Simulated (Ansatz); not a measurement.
A film clamped to a substrate in Si

The calculation used Ansatz 0.2.0, DFT r2SCAN, scalar-relativistic, plane waves, PAW. Settings: plane waves to 500 eV, k-mesh 10×10×8 (Γ-centred), Gaussian smearing 0.15 eV. No spin polarisation. Energies are free energies at this smearing, counted from the undisturbed cell; pressure is positive in compression.

The undisturbed cell (relaxed at this level; with this scan's settings it stands at -0.1 GPa; this form isn't the usual structure):

```
CELL_PARAMETERS angstrom
4.60416 -2.45534 0.00000
4.60416 2.45534 0.00000
0.00000 0.00000 5.37528
ATOMIC_POSITIONS crystal
Si 0.49999 0.50001 0.77085
Si 0.50001 0.49999 0.22915
Si 0.00001 0.99999 0.27085
Si 0.99999 0.00001 0.72915
Si 0.72515 0.72515 0.50000
Si 0.22515 0.22515 0.00000
Si 0.27485 0.27485 0.50000
Si 0.77485 0.77485 0.00000
```

The cell (8 atoms, V0 = 121.53 Å³) is strained by p along both x and y and by q along z, fractional coordinates fixed. τp = (1/V0) ∂E/∂p = (σxx + σyy)(1 + p)(1 + q) and τq = (1/V0) ∂E/∂q = σzz(1 + p)², with tension positive.

| p | q | ΔE (meV/atom) | τp (GPa) | τq (GPa) |
| --- | --- | --- | --- | --- |
| 0.000 | 0.000 | 0.00 | 0.01 | 0.28 |
| -0.030 | 0.000 | 25.31 | -18.50 | -4.29 |
| 0.030 | 0.000 | 21.67 | 14.58 | 3.50 |
| 0.000 | -0.030 | 8.80 | -3.66 | -6.88 |
| 0.000 | 0.030 | 8.52 | 3.99 | 5.39 |

Get the second derivatives of the energy density.

Central differences give A = ∂τp/∂p = 551 GPa (C11 + C22 + 2 C12), C = ∂τq/∂q = 205 GPa (C33) and the cross term B = ∂τq/∂p = 130 GPa (C13 + C23); ∂τp/∂q = 127 GPa must equal B, and any difference shows higher-order terms. Steps this large leave an error of some per cent of A or C in all of these, which can swamp a small B. The ions are clamped.

A film of this crystal grows with z along the normal on a substrate that imposes p. How does its thickness respond, and what does the misfit cost?

Count p and q from the stress-free cell. A free surface needs τq = 0, so q = −(B/C) p = -0.63 p. The energy density left is (A − B²/C) p²/2 = M p², with the biaxial modulus M = 234 GPa; a misfit of 1 % costs 2.22 meV/atom, against 2.61 meV/atom if the thickness were held.

Forces appear on the atoms along this scan, and letting them relax would lower the energy and soften the response. In a metal these slopes depend on the k mesh and the smearing.

Stretching this film in the plane thins it markedly, yet freeing the thickness lowers the misfit cost only from 2.61 to 2.22 meV/atom, because most of the resistance lies in the in-plane response itself. For both strains the stress rises faster in compression than in tension, as expected when shortened Si–Si contacts meet steep overlap repulsion while stretched ones weaken. A film under compressive misfit should therefore store somewhat more energy than one under equal tension, a difference the single biaxial modulus averages out.

The cell is much denser than diamond silicon, with more close neighbours at longer distances than in the tetrahedral network. This suggests that its stiffness comes from close packing and more delocalised bonding rather than from four strong directional bonds. The larger value of A compared with C doesn't make the plane stiffer than the normal, since A sums two axes and their coupling. Nor does straining x and y together show how the film would respond to unequal misfit along these inequivalent directions.
